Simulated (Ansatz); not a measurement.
**Ligand exchange: C2H7N + GaH2(SH) → C2H6S + GaH2(NH2)**

Species: C2H7N `CCN`, singlet; GaH2(SH), singlet; C2H6S `CCS`, singlet; GaH2(NH2), singlet. The partners trade NH2 for SH: C–NH2 and Ga–SH bonds give way to C–SH and Ga–NH2.

Shapes, held fixed at every level: PBE0-D4/def2-TZVP. Flexible molecules stand in one conformer, not always the lowest. Programs: Ansatz 0.2.0. The zero-point and thermal change to 298 K, harmonic and unscaled (PBE0-D4/def2-TZVP), is -4.2 kJ/mol.

```json
{"level": "HF/def2-SVP", "kind": "Hartree–Fock", "ΔH(298 K) (kJ/mol)": "+42.7", "less CCSD(T)/def2-TZVPP": "+22.8"}
{"level": "r2SCAN-D4/def2-TZVPP", "kind": "meta-GGA", "ΔH(298 K) (kJ/mol)": "+23.3", "less CCSD(T)/def2-TZVPP": "+3.4"}
{"level": "PBE0-D4/def2-TZVPP", "kind": "global hybrid", "ΔH(298 K) (kJ/mol)": "+26.8", "less CCSD(T)/def2-TZVPP": "+6.9"}
{"level": "wB97M-V/def2-TZVPP", "kind": "range-separated hybrid", "ΔH(298 K) (kJ/mol)": "+21.6", "less CCSD(T)/def2-TZVPP": "+1.7"}
{"level": "wB97X-V/def2-TZVPP", "kind": "range-separated hybrid", "ΔH(298 K) (kJ/mol)": "+21.4", "less CCSD(T)/def2-TZVPP": "+1.5"}
{"level": "MP2/def2-SVP", "kind": "perturbation theory", "ΔH(298 K) (kJ/mol)": "+25.4", "less CCSD(T)/def2-TZVPP": "+5.5"}
{"level": "CCSD(T)/def2-SVP", "kind": "coupled cluster or CI", "ΔH(298 K) (kJ/mol)": "+29.5", "less CCSD(T)/def2-TZVPP": "+9.6"}
{"level": "CCSD(T)/def2-TZVPP", "kind": "coupled cluster or CI", "ΔH(298 K) (kJ/mol)": "+19.9", "less CCSD(T)/def2-TZVPP": "0.0"}
```

The highest level, CCSD(T)/def2-TZVPP, gives ΔH(298 K) = +19.9 kJ/mol; the levels span +19.9 to +42.7. The column of differences is taken from that level and isn't an error. No measured value is set beside it here. Relativity is left out for Ga unless named. Correlated rows may include outer-core shells of Ga, which these sets cover unevenly.

Every level makes the exchange endothermic, so the pairing of C–N with Ga–S is favoured over C–S with Ga–N. Bond polarity alone would suggest the opposite, since nitrogen is the more electronegative donor and gallium the more electropositive partner. The preference probably reflects better overlap: carbon's compact 2p orbitals suit nitrogen, while gallium's diffuse valence shell suits the larger, more polarisable sulfur. Donation from the nitrogen lone pair into gallium's empty 4p orbital should offset part of this cost.

In the small basis, correlation lowers the Hartree–Fock value from +42.7 to +29.5 kJ/mol with CCSD(T), and enlarging the basis lowers it further to +19.9 kJ/mol. MP2/def2-SVP therefore lies closer to the highest level than CCSD(T) in the same basis partly through cancellation of errors. With so large a basis effect, the sign is secure among these levels, but the small gaps between the density functionals don't establish a ranking of accuracy. The result concerns isolated monomers and needn't carry over to amides and thiolates of gallium associated through bridging ligands.
